**Student:** You said that no rearrangement of the channel dopants beats a certain threshold spread. Implant engineers have a whole function to play with, so I doubt it.

**Lecturer:** Take an n-channel MOSFET of gate area $LW$ and oxide capacitance $C_{ox}$ per area. Acceptors $N(x)\ge 0$, uncompensated, lie at depth $x$ below the interface and are depleted down to $W_d$ at threshold. In the depletion approximation

$$Q_d=q\int_0^{W_d}N\,dx,\qquad \epsilon_s\psi_s=q\int_0^{W_d}xN\,dx ,$$

so the centroid is $x_c=\epsilon_s\psi_s/Q_d$. Add a sheet $\delta Q$ at depth $x$ and hold $\psi_s$. The edge retreats until $x\,\delta Q+W_d\,\delta Q_{edge}=0$, which gives $\delta V_T=\delta Q\,(1-x/W_d)/C_{ox}$. A slab $dx$ holds a Poisson number of dopants with variance $N\,LW\,dx$. If $V_T$ responds to the area-averaged charge, the slabs add to

$$\sigma_{V_T}^2=\frac{q^2}{C_{ox}^2LW}\int_0^{W_d}N\Big(1-\frac{x}{W_d}\Big)^2dx=\frac{qQ_d}{C_{ox}^2LW}\left[\Big(1-\frac{x_c}{W_d}\Big)^2+\frac{s^2}{W_d^2}\right],$$

where $s^2$ is the variance of depth with weight $N$. Fix $Q_d$, $\psi_s$ and $W_d$, and the first term is fixed. It is the lower bound. Shape enters only through $s^2\ge0$.

**Student:** Then I squeeze everything into one sheet at $x_c$ and sit on the bound.

**Lecturer:** You approach it without reaching it. An edge at $W_d>x_c$ needs dopants there, and as they thin out the edge moves too far for the linear argument. Here is our reference: no doping down to $x_s=rW_d$, constant $N$ below. Then

$$N=\frac{2\epsilon_s\psi_s}{qW_d^2(1-r^2)},\quad Q_d=\frac{2\epsilon_s\psi_s}{W_d(1+r)},\quad \frac{x_c}{W_d}=\frac{1+r}{2},\quad \frac{s^2}{W_d^2}=\frac{(1-r)^2}{12}.$$

The bracket is $(1-r)^2/4+(1-r)^2/12=(1-r)^2/3$, so the bound is $3/4$ of the variance for every $r$, and

$$A^2\equiv\sigma_{V_T}^2LW=\frac{2q\epsilon_s\psi_s}{3W_dC_{ox}^2}\,\frac{(1-r)^2}{1+r}.$$

For Si use $\epsilon_s=11.7\,\epsilon_0$, a compiled value (Ioffe Institute, 300 K). The assumed device inputs are $W_d=30$ nm, $\psi_s=1.0$ V, $r=0.5$ and a 2 nm oxide with the typical permittivity $3.9\,\epsilon_0$. The model gives $C_{ox}=1.73\ \mu$F/cm², $N=1.92\times10^{18}$ cm⁻³ and $A=0.454$ mV·µm against a bound of 0.393. Now change one thing at a time and predict before computing. First, reshape the profile with $Q_d$, $\psi_s$ and $W_d$ all held.

**Student:** The best gain is $\sqrt{3/4}$, only 13 %. That is disappointing. How much can I lose?

**Lecturer:** Since $(1-x/W_d)^2\le 1-x/W_d$ inside the layer, the bracket cannot exceed $1-x_c/W_d$, here $1/4$ against the step's $1/12$. A surface sheet with a quarter of the charge above a ground plane with the rest sits at that ceiling, $\sqrt3$ above the step. Reshaping has little to win and much to lose. Second, move the step to $r=0.75$ at the same $W_d$ and $\psi_s$.

**Student:** The doping must rise to hold the depth. More dopants, more noise, so $A$ goes up.

**Lecturer:** The density rises, to $3.28\times10^{18}$ cm⁻³, but count the depleted dopants. The first moment $Q_dx_c$ is fixed and the centroid moves deeper, so $Q_d$ falls by $1.5/1.75$. The lever arm $1-x_c/W_d$ halves as well.

**Student:** So a half, times $\sqrt{6/7}$. That is 0.463, down by more than half. Going the other way, to uniform doping, the lever arm doubles and the charge grows by 1.5, a factor $\sqrt6$.

**Lecturer:** Yes. The large gains come from moving the bound itself. Third, the top layer is not clean. It carries $\eta=0.1$ of the deep doping $N_2$, again at fixed $W_d$, $\psi_s$ and $x_s$.

**Student:** A tenth of the density in half the depth, and the square root halves it again. A few per cent.

**Lecturer:** Weigh it. Of $\int(1-x/W_d)^2dx$ the top half holds $7/8$ and the lower half $1/8$, so the top counts seven times per unit density. The variance gains $7\eta=0.7$ of its value. Against this, the moment condition lowers $N_2$ by $(1-r^2)/(1-r^2+\eta r^2)=0.968$. The variance ratio is 1.645 and $A$ rises by 28 %. The bound rises by 22 %, because the centroid moved up and $Q_d$ grew, so most of the damage is in the bound. Fourth, leave the wafer alone and apply 0.5 V of reverse body bias, so that the band bending is 1.5 V.

**Student:** For uniform doping $A^2\propto NW_d\propto\psi_s^{1/2}$, so $A\propto\psi_s^{1/4}$ and it rises by 11 %. The step should be similar.

**Lecturer:** Same sign, other size. With $N$ and $x_s$ frozen, $A^2\propto(W_d-x_s)^3/W_d^2$ and $\psi_s\propto W_d^2-x_s^2$, hence

$$\frac{d\ln A}{d\ln\psi_s}=\frac{(1+r)(1+2r)}{4},$$

which is $1/4$ at $r=0$ and $3/4$ at $r=0.5$. Bias uncovers more charge and also lowers $r$, which lengthens every lever arm. The local exponent suggests $1.5^{3/4}=1.36$, an overestimate because the exponent drops with $r$. Exactly, $W_d^2=x_s^2+1.5\,[(30\ \mathrm{nm})^2-x_s^2]$ gives 35.2 nm and a rise of 33 %. Fifth, scale the depth to 21 nm at the same $r$, $\psi_s$ and oxide.

**Student:** The shape factor stays, $Q_d\propto1/W_d$, so $A\propto W_d^{-1/2}$ and it rises by 20 %. Better short-channel control costs matching.

**Lecturer:** Here are the model's numbers, with $A$ and its bound $A_{min}$ in mV·µm.

| Change | $Q_d/q$ ($10^{12}$ cm⁻²) | $x_c/W_d$ | $A_{min}$ | $A$ | $A/A_{ref}$ |
|---|---|---|---|---|---|
| reference, $r=0.5$ | 2.87 | 0.750 | 0.393 | 0.454 | 1 |
| surface sheet on ground plane | 2.87 | 0.750 | 0.393 | 0.787 | 1.73 |
| $r=0.75$ | 2.46 | 0.875 | 0.182 | 0.210 | 0.463 |
| $r=0$ | 4.31 | 0.500 | 0.963 | 1.11 | 2.45 |
| top layer $\eta=0.1$ | 3.06 | 0.705 | 0.480 | 0.582 | 1.28 |
| body bias 0.5 V | 3.87 | 0.713 | 0.523 | 0.604 | 1.33 |
| $W_d=21$ nm | 4.11 | 0.750 | 0.470 | 0.543 | 1.20 |

**Student:** I have two objections. You froze $\psi_s$ while $N$ changed, and the depletion edge is not sharp.

**Lecturer:** For the same surface electron density $\psi_s$ shifts by $(kT/q)\ln(N'/N)$, which is 14 mV for $r=0.75$ at 300 K. As $A\propto\psi_s^{1/2}$ at fixed $r$ and $W_d$, that is 0.7 %. The edge is smeared over the Debye length $L_D=\sqrt{\epsilon_skT/q^2N}$, 3.0 nm at $r=0.5$ and 2.3 nm at $r=0.75$. We can treat it properly. With Boltzmann holes of density $p_0(x)$, the weight $w(x)$ that replaces $1-x/W_d$ obeys the linearised Poisson equation $w''=(p_0/N)\,w/L_D^2$ with $w(0)=1$ and $w(\infty)=0$. Differentiating the unperturbed Poisson equation shows that the field solves it in the doped region. With $\phi=q\psi/kT$ and lengths in $L_D$, the field is $e(\phi)=\sqrt{2(\phi-1+e^{-\phi})}$ and its slope is $-(1-e^{-\phi})$. Neglect holes in the undoped layer, where $w$ is then linear, and match value and slope at $a=x_s/L_D$:

$$\int N w^2dx=NL_D\,\frac{\int_0^{\phi_1}e\,d\phi}{\left[e(\phi_1)+a\,(1-e^{-\phi_1})\right]^2},\qquad \phi_1+a\,e(\phi_1)=\frac{q\psi_s}{kT}.$$

At the same $N$, $x_s$ and $\psi_s$ one finds $\phi_1=13.4$ and 6.3, so holes at the step are scarce, and $A$ is multiplied by 0.990 and 1.005. These corrections are far below every effect in the table, though they touch the third figure.

**Student:** Then I push $r\to1$ and the spread is gone.

**Lecturer:** In the depletion approximation, yes. $Q_d$ stays finite at $\epsilon_s\psi_s/W_d$, but every dopant sits where the edge cancels it, and both terms of the bracket vanish. The approximation needs a depleted slab thicker than $L_D$, and

$$\frac{(W_d-x_s)^2}{L_D^2}=\frac{2q\psi_s}{kT}\,\frac{1-r}{1+r}.$$

The thickness is 5.1 and 3.3 Debye lengths in our two cases and one Debye length at $r=0.97$. Beyond that, holes spill into the undoped layer and must be kept. Let $\ell=W_d\,kT/q\psi_s=0.78$ nm. The reduced field far from the step is $E\approx L_D/\ell$, which for $r\to1$ is also the slab thickness in Debye lengths, so now $E<1$. In the undoped layer the first integral of Poisson's equation is $e^2/2=e^{-\phi}+E^2/2$, and matching it to the doped side gives $\phi_1=1+E^2/2\to1$, a hole density near $0.37\,N$ at the step. The weight $w$ is the response of the potential to a change at the surface, where $q\psi_s/kT\approx aE$. Hence $w(x_s)\approx E\,\delta E/(a\,\delta E)=E/a\approx L_D^2/(\ell W_d)$. It acts over a depth $L_D$, so the variance is of order $NL_D^5/(\ell^2W_d^2)\propto N^{-3/2}$ for non-degenerate holes. The step formula would have it fall as $N^{-2}$.

**Student:** And would a real Si transistor show 0.454?

**Lecturer:** No. Matching is quoted for the difference of a pair, $\sqrt2A$, for which the model gives 0.64 mV·µm with the step and 1.6 with uniform doping. A typical rule for bulk Si technologies is about 1 mV·µm per nm of oxide, some 2 mV·µm here, so the ideal step lies low by roughly a factor of three. Real profiles are graded and leave dopants near the surface. Gate granularity, interface charge, edge roughness and current percolating between discrete dopants all lie outside the model. The bound limits the one-dimensional dopant term alone, and within that term it says to spend effort on the centroid and on a clean surface layer before the shape.